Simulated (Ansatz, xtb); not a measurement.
Relative energy of two isomers of C2H6GeOS

Structure I: `S[C@@H]1O[C@H]1[GeH3]`, a singlet. Structure II: `S[C@@H]1O[C@@H]1[GeH3]`, a singlet. Both are isolated molecules in the gas phase, relaxed with PBE0-D3(BJ)/def2-SVP; the shapes shown needn't be the lowest conformers.

I (Å):

```csv
atom,x (Å),y (Å),z (Å)
C,0.3319,-0.4105,0.4621
C,-0.9015,0.3812,0.3717
Ge,-1.9257,0.5024,-1.2931
O,0.3895,0.9829,0.3567
S,0.7248,-1.1788,2.0284
H,2.0614,-1.2195,1.8350
H,0.6918,-0.9596,-0.4181
H,-1.4462,0.5325,1.3163
H,-1.0001,0.0909,-2.4495
H,-3.1434,-0.4364,-1.2260
H,-2.4001,1.9510,-1.4898
```

II (Å):

```xyz
11

C    -0.2335   -1.1578   -1.1346
C    -1.2747   -1.0316   -0.1037
Ge   -0.9379   -0.1050    1.5977
O    -1.2682   -0.2447   -1.2961
S     1.3931   -0.4047   -0.9185
H     1.9754   -1.5180   -0.4207
H    -0.2457   -2.0152   -1.8218
H    -2.0556   -1.8073   -0.1003
H     0.1578   -0.8488    2.3819
H    -2.2447   -0.1514    2.4148
H    -0.5365    1.3508    1.3423
```

Which of the two would you expect CCSD(T)/def2-SVP + ΔMP2/def2-TZVPP electronic energies to favour?

Too close to call at this level: CCSD(T)/def2-SVP + ΔMP2/def2-TZVPP gives E(II) − E(I) = +7.92 kJ/mol.

Level by level:

```csv
level,geometry,E(II) − E(I) (kJ/mol),departure from the last row (kJ/mol),"job, with rough time for the two"
GFN2-xTB,GFN2-xTB,−4.01,−11.93,"optimisation, 0.23 s"
HF/STO-3G,GFN2-xTB,+15.65,+7.73,"single point, 0.84 s"
r2SCAN-D4/def2-SVP,GFN2-xTB,+12.68,+4.76,"single point, 4.8 s"
PBE0-D3(BJ)/def2-SVP,PBE0-D3(BJ)/def2-SVP,+6.70,−1.23,"optimisation, 83 s"
HF/def2-SVP,PBE0-D3(BJ)/def2-SVP,+9.01,+1.09,part of the CCSD(T) run
MP2/def2-SVP,PBE0-D3(BJ)/def2-SVP,+8.68,+0.76,part of the CCSD(T) run
CCSD(T)/def2-SVP,PBE0-D3(BJ)/def2-SVP,+7.68,−0.24,single point
CCSD(T)/def2-SVP + ΔMP2/def2-TZVPP,PBE0-D3(BJ)/def2-SVP,+7.92,,"single point, 57 s"
```

As drawn, both hold the same kinds of bond in the same numbers.

GFN2-xTB puts the two in the other order. The largest departure from CCSD(T)/def2-SVP + ΔMP2/def2-TZVPP is that of GFN2-xTB, 11.93 kJ/mol. The last row adds to CCSD(T) the change of the MP2 difference between the two basis sets, here +0.24 kJ/mol.

With thermal terms from frequencies at re-optimised GFN2-xTB minima (ideal gas, soft modes damped towards free rotors, one conformer each, 298.15 K, 1 atm): the zero-point term adds +1.30 kJ/mol; ΔH is +8.10 and ΔG +11.91 kJ/mol.

The correlated steps freeze 17 core orbitals; the filled d shell of Ge is correlated, in a basis made for valence electrons. Programs: Ansatz 0.2.0, xtb 6.7.1; the last row on 2 threads of Intel(R) Xeon(R) Platinum 8259CL CPU @ 2.50GHz (Skylake/Cascade Lake) on a shared host.

The isomers are diastereomeric oxiranes: the thiol and germyl groups lie on opposite faces of the ring in I (trans) and on the same face in II (cis). The calculated energies lean towards trans, though not decisively. Since ring strain and bond types largely cancel, the preference probably reflects crowding and electrostatic repulsion between the cis substituents, softened by the long C–Ge bond and perhaps by a weak sulfur–germanium attraction.

Hartree–Fock already gives +9.01 kJ/mol in the def2-SVP basis, and CCSD(T) lowers this only to +7.68, so differential correlation isn't the source of the preference. GFN2-xTB alone reverses the order. Its geometries can't be the whole reason, because r2SCAN-D4 and minimal-basis Hartree–Fock favour trans on those same structures; the tight-binding energy itself probably overbinds the cis contact.

The thermal terms reinforce the trans preference, mostly through entropy, which suggests stiffer substituent motion in the cis isomer. None of this bears on how readily the two interconvert, which would require breaking a ring bond or inverting a carbon centre.
